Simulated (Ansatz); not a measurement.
Ligand exchange: Sn(CH3)3Br + C2HF5 → SnH(CH3)3 + C2BrF5

Gas-phase species: Sn(CH3)3Br (trimethyltin bromide), singlet; C2HF5 `FC(F)C(F)(F)F`, singlet; SnH(CH3)3, singlet; C2BrF5 `FC(F)(F)C(F)(F)Br`, singlet. The partners trade Br for H: Sn–Br and C–H bonds give way to Sn–H and C–Br.

Shapes, held fixed at every level: PBE0-D4/def2-TZVP. Programs: Ansatz 0.2.0. The zero-point and thermal change to 298 K, harmonic and unscaled (PBE0-D4/def2-TZVP), is -14.3 kJ/mol.

| level | kind | ΔH(298 K) (kJ/mol) | less CCSD(T)/def2-TZVPP |
| --- | --- | --- | --- |
| SPW92/def2-TZVPP | LDA | +158.2 | -24.6 |
| r2SCAN-D4/def2-TZVPP | meta-GGA | +180.0 | -2.8 |
| wB97X-V/def2-TZVPP | range-separated hybrid | +183.7 | +0.9 |
| MP2/def2-SVP | perturbation theory | +190.9 | +8.1 |
| CCSD(T)/def2-SVP | coupled cluster or CI | +184.2 | +1.4 |
| CCSD/def2-SVP | coupled cluster or CI | +190.5 | +7.7 |
| CCSD/def2-TZVPP | coupled cluster or CI | +188.2 | +5.4 |
| CCSD(T)/def2-TZVPP | coupled cluster or CI | +182.8 | 0.0 |

The highest level, CCSD(T)/def2-TZVPP, gives ΔH(298 K) = +182.8 kJ/mol; the levels span +158.2 to +190.9. The column of differences is taken from that level and isn't an error. No measured value is set beside it here. For atoms past krypton def2 sets carry core potentials with scalar relativity. Relativity is left out for Br. Outer-core shells of Br, Sn are correlated, in sets that cover them unevenly.

The exchange is strongly endothermic at every level, +182.8 kJ/mol at the highest, so bromine belongs on tin and hydrogen on carbon. A strong C–H bond and a polar Sn–Br bond are given up for a weaker Sn–H bond and a comparatively weak C–Br bond. Electropositive tin gives its bond to bromine considerable ionic stabilisation, which is largely lost when bromine moves to a carbon already depleted of charge by fluorine. Read backwards, the reaction is the familiar reduction of an organic bromide by a tin hydride, and the sign agrees with that chemistry.

Connected triples lower the endothermicity in both basis sets, and for CCSD(T) they matter more than the change of basis. SPW92 stands apart at -24.6 kJ/mol from the reference, probably because local exchange-correlation overbinds the exchanged bonds unequally, whereas r2SCAN-D4 and wB97X-V stay close to it. The enthalpy establishes the driving force for the reverse reduction, but not its rate or its radical-chain mechanism.
